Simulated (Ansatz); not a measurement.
CaO: pressure against volume scale

Periodic Kohn-Sham DFT of a crystal at fixed atoms, scaled to volume_scale times the given cell; pressure positive in compression, energy less spherical unpolarised free atoms, largest_vzz the field gradient of largest size among the nuclei. The results are calculated, by Ansatz 0.2.0.

The cell before it is scaled or strained (space group Fm-3m, No. 225):
```
CELL_PARAMETERS angstrom
0.00000 2.41530 2.41530
2.41530 0.00000 2.41530
2.41530 2.41530 0.00000
ATOMIC_POSITIONS crystal
Ca 0.00000 0.00000 0.00000
O 0.50000 0.50000 0.50000
```

Settings of every row: method frozen-core PAW; functional PBE; relativity scalar; k mesh 12x12x12; filling fermi-dirac; smearing width 0.05 eV; wave cutoff 420 eV; paw set soft_2.

Atom start moment: 0 on all atoms.

```csv
row,volume scale,V (Å³/atom),pressure (GPa)
1,0.9405,13.252,7.415
2,0.98,13.808,2.246
3,1,14.089,?
4,1.02,14.372,-1.983
5,1.06,14.935,-5.4
```

Question: what pressure should row 3 give?

Worked fit of pressure. Take u = (V_r/V)^(2/3) − 1 with V_r = 14.09 Å³ an atom, which is twice the finite (Eulerian) strain; such expansions in the strain, on which the Birch-Murnaghan equation of state is built, carry the rest volume and the bulk modulus. The shown rows have u = 0.04172, 0.01357, -0.01312, -0.03808. Least squares give pressure = 0.0172 + 158.914 × u + 439.65 × u² GPa; a straight line predicts inner rows, each left out in turn, worse (root mean square 0.44 against 0.02 GPa). The rows lie off it by 0.003, -0.009, 0.009, -0.003 (root mean square 0.0067 GPa). The pressure vanishes at u = -0.0001, or V = 14.09 Å³ an atom, and there the bulk modulus at fixed shape and fractions is B = −V dP/dV = (2/3)(1 + u) dP/du = 106 GPa. The withheld row has u = 5e-05, so the fit gives 0.0172 + 158.914 × (5e-05) + 439.65 × (5e-05)² = 0.025 GPa.

The calculation gave 0.019 GPa. The fit lies 0.006 GPa (32 % of the value, 0.047 % of the column's range) above it; its largest miss of a shown row is 0.009 GPa.
